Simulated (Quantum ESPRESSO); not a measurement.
# Phonon branches of NaF along [100] and [111] in LDA, compared with a nearest-plane chain

We calculate the harmonic phonon frequencies of rocksalt NaF from Γ to X along [100] and from Γ to L along [111], with LDA linear response at the relaxed static lattice. The question is how closely the branches follow a chain of rigid atomic planes in which only adjacent planes are coupled, and which branch departs from it. If such a chain works, one frequency fixes a whole branch; where it fails, the misfit shows which forces or motions it lacks. The yardstick is the calculated frequency in each row, not experiment. A positive departure means that the chain lies above the calculation.

## Calculations

One crystal, NaF (rocksalt) (known phase). The structures stem from measured cells of the Crystallography Open Database, directly or through a relaxation at another level; cell and atoms were relaxed at zero pressure at each row's own level, inside the symmetry of the start, with no thermal or zero-point expansion. Program: Quantum ESPRESSO 7.5, plane waves, LDA, PseudoDojo norm-conserving potentials, scalar-relativistic without spin-orbit coupling, no spin polarisation. Wave-function cutoff 1320 to 1578 eV (chosen for the hardest element of each cell); on the k meshes (Γ-centred) the least product of divisions and cell-vector length runs from 25 to 26 Å, relaxations included. Residual pressures at rest stay under 0.01 GPa. Occupations: fixed. Harmonic modes at natural masses come from linear response (density functional perturbation theory), with the acoustic sum rule imposed. Branches were Fourier-interpolated from a 4×4×4 q mesh solved by linear response, with the dipole term. The tabled runs alone: cutoff 1320 eV, k length 25 Å, k mesh 8×8×8. The rows are a selection of points from finer curves (every second point of the path, the zone boundary included).

Notes on method and selection:

- Along these directions whole planes move as one, so the crystal acts as a chain: with one plane a cell and one force constant ω is proportional to sin(πξ/2); with two like planes the acoustic branch goes as sin(πξ/4) and the optical as cos(πξ/4).
- In rock salt the (100) planes hold both species, so the two-plane chain fits [111] better.
- Branches are told apart by degeneracy and rank. Interpolation is least sure near Γ.
- Harmonic values at the static lattice; measured values carry thermal expansion and anharmonic shifts at their temperature.
- Runs that did not converge, have known faults or may not be shown are not listed, and runs on Ansatz's PAW sets soft_1 and soft_2 are kept to separate tables.

Columns:

- chain scale: chain scale sin(πξ/4).
- ξ: wavevector ξ as a fraction of the way from Γ to the zone boundary.
- origin: solved on the q mesh or Fourier-interpolated.
- LA (cm⁻¹): longitudinal acoustic branch.
- TA (cm⁻¹): transverse acoustic branch, twofold.
- LO (cm⁻¹): longitudinal optical branch.
- TO (cm⁻¹): transverse optical branch, twofold.

Input lines of one member:

```
phonons
&inputph
   prefix = 'x'
   outdir = './tmp'
   fildyn = 'x.dyn'
   tr2_ph = 1.0d-18
   epsil = .true.
   ldisp = .true.
   nq1 = 4
   nq2 = 4
   nq3 = 4
/
```

Command (options for logging and memory left out): `OMP_NUM_THREADS=1 mpirun -n 4 ph.x -nk 4 -in ph.in > ph.out`

## Table of results

| member | direction | chain scale | ξ | origin | LA (cm⁻¹) | TA (cm⁻¹) | LO (cm⁻¹) | TO (cm⁻¹) |
| --- | --- | --- | --- | --- | --- | --- | --- | --- |
| ξ = 0.167 | Γ to L, along [111] | 0.131 | 0.167 | interpolated | 61.2 | 41.6 | 425.3 | 274.3 |
| ξ = 0.333 | Γ to L, along [111] | 0.259 | 0.333 | interpolated | 120.8 | 81.5 | 416.6 | 269.2 |
| ξ = 0.500 | Γ to L, along [111] | 0.383 | 0.500 | solved | 177.5 | 118.5 | 402.1 | 260.8 |
| ξ = 0.667 | Γ to L, along [111] | 0.500 | 0.667 | interpolated | 230.0 | 151.8 | 381.3 | 248.9 |
| ξ = 0.833 | Γ to L, along [111] | 0.609 | 0.833 | interpolated | 277.4 | 180.5 | 353.7 | 233.4 |
| ξ = 1.000 | Γ to L, along [111] | 0.707 | 1.000 | solved | 316.8 | 197.5 | 321.0 | 221.0 |
| ξ = 0.167 | Γ to X, along [100] | 0.131 | 0.167 | interpolated | 80.8 | 38.2 | 419.7 | 277.3 |
| ξ = 0.333 | Γ to X, along [100] | 0.259 | 0.333 | interpolated | 155.5 | 73.1 | 395.3 | 280.1 |
| ξ = 0.500 | Γ to X, along [100] | 0.383 | 0.500 | solved | 218.7 | 102.5 | 358.8 | 283.4 |
| ξ = 0.667 | Γ to X, along [100] | 0.500 | 0.667 | interpolated | 265.1 | 125.0 | 319.2 | 286.7 |
| ξ = 0.833 | Γ to X, along [100] | 0.609 | 0.833 | interpolated | 275.8 | 139.3 | 304.3 | 289.4 |
| ξ = 1.000 | Γ to X, along [100] | 0.707 | 1.000 | solved | 265.5 | 144.2 | 311.2 | 290.5 |

## Reading the trend

Along [111] both acoustic branches rise towards L and both optical branches fall. Along [100] TA rises in every row and TO rises slightly, from 277.3 to 290.5 cm⁻¹. LA is highest in the row at ξ = 0.833 and lower at X, while LO is lowest at ξ = 0.833 and higher at X.

The chain rests on three assumptions: each plane moves as a rigid unit, all planes have the same mass M, and only adjacent planes are coupled, by a force constant K. The displacement uₙ of plane n then obeys

M d²uₙ/dt² = K(uₙ₊₁ + uₙ₋₁ − 2uₙ).

For a wave with phase step φ from one plane to the next, this gives

Mω² = 2K(1 − cos φ) = 4K sin²(φ/2),

and therefore

ω = A |sin(φ/2)|, with A = 2√(K/M).

Along [100] every plane holds both Na and F, and adjacent planes are equivalent. The phase step is φ = πξ, so the acoustic branches follow ω = A sin(πξ/2). A rigid mixed plane has no internal motion, so this chain says nothing about LO and TO.

Along [111] planes of Na and F alternate, and the repeat unit holds two planes. The phase step is half as large, φ = πξ/2, which gives the acoustic branch ω = A sin(πξ/4). Adding π to the phase step leaves the phase from one repeat unit to the next unchanged and gives the optical branch ω = A cos(πξ/4). Treating Na and F as equally heavy is tolerable because their masses are roughly 23 and 19 atomic units.

Longitudinal and transverse motion strain the bonds differently, so each has its own A. The model thus has two parameters per direction, A(L) and A(T). Along [111] the same two must serve the acoustic and the optical branches, which makes that direction the stricter test.

## Testing the model

We fix the parameters on the two rows at ξ = 0.500, both solved directly on the q mesh.

From ξ = 0.500 along [111]:
- A(L) = 177.5 / 0.383 = 463.4 cm⁻¹
- A(T) = 118.5 / 0.383 = 309.4 cm⁻¹

From ξ = 0.500 along [100], where sin(πξ/2) = 0.707:
- A(L) = 218.7 / 0.707 = 309.3 cm⁻¹
- A(T) = 102.5 / 0.707 = 145.0 cm⁻¹

**[111], ξ = 0.167**, with sine 0.131 and cosine √(1 − 0.131²) = 0.991:
- LA: 463.4 × 0.131 = 60.7 cm⁻¹; table 61.2
- TA: 309.4 × 0.131 = 40.5 cm⁻¹; table 41.6
- LO: 463.4 × 0.991 = 459.2 cm⁻¹; table 425.3
- TO: 309.4 × 0.991 = 306.6 cm⁻¹; table 274.3

**[111], ξ = 1.000**, where sine and cosine are both 0.707:
- LA and LO: 463.4 × 0.707 = 327.6 cm⁻¹; table 316.8 and 321.0
- TA and TO: 309.4 × 0.707 = 218.7 cm⁻¹; table 197.5 and 221.0

**[100], ξ = 0.333**, with sine 0.500:
- LA: 309.3 × 0.500 = 154.7 cm⁻¹; table 155.5
- TA: 145.0 × 0.500 = 72.5 cm⁻¹; table 73.1

**[100], ξ = 1.000**, with sine 1:
- LA: 309.3 × 1 = 309.3 cm⁻¹; table 265.5
- TA: 145.0 × 1 = 145.0 cm⁻¹; table 144.2

The acoustic values near Γ come out within about 1 cm⁻¹. The optical values there are too high, by 459.2 − 425.3 = 33.9 cm⁻¹ for LO and 306.6 − 274.3 = 32.3 cm⁻¹ for TO.

## Members off the line

The largest departure is that of LA along [100] at X, 309.3 − 265.5 = 43.8 cm⁻¹. The assumption that most likely fails is the rigid mixed plane. LA and LO have the same symmetry on this line, so they can mix and repel each other once Na and F differ in mass and forces. Their separation shrinks from 419.7 − 80.8 = 338.9 cm⁻¹ at ξ = 0.167 to 304.3 − 275.8 = 28.5 cm⁻¹ at ξ = 0.833, then widens to 311.2 − 265.5 = 45.7 cm⁻¹ at X. The chain value at X, 309.3 cm⁻¹, lies close to LO at 311.2, which suggests that the two branches exchange character.

Along [111] the optical branches near Γ lie below the chain. Here the restriction to adjacent planes fails. With adjacent-plane forces alone, ω²(acoustic) + ω²(optical) would stay constant for any two masses. From ξ = 0.167 to L it grows by about 10% for longitudinal and 14% for transverse motion. A weak restoring force K₂ between second-neighbour planes, which are of like kind, can account for this. For equal masses it adds (4K₂/M) sin²φ to each ω², so the sum grows from 4K/M near Γ to (4K + 8K₂)/M at L, a relative growth of 2K₂/K. The growth found thus asks for a K₂ of roughly 5 to 7% of K. Such a force stiffens the acoustic branches, from which A was taken, and leaves the optical ones near Γ almost untouched, so the chain puts the latter too high. At L the unequal masses alone would split each acoustic branch from its optical partner by about 10%, the square root of the mass ratio. TA and TO differ by about 12%, which fits, but LA and LO by only about 1%, so the longitudinal forces on Na and F planes must differ as well.

## Rules of thumb and their limits

The chain describes TA along [100] within 1 cm⁻¹ in every row, and LA along [111] within about 3%. LA along [100] and TA along [111] also stay within about 3% of it up to the row at ξ = 0.667, but not beyond. A constant taken from the acoustic branches should not be carried over to the optical branches near Γ.

A good fit of the chain to these branches says nothing about agreement with measurement. LDA usually makes the lattice of such a salt too small, which raises TO near Γ. Thermal expansion and anharmonicity, absent here, typically lower the measured optical frequencies at room temperature.

[Logs are printed without paths, hosts, clocks, repeated set-up lines and the standing remarks that a program may print on its own settings, such as how far it seeks lower states.]
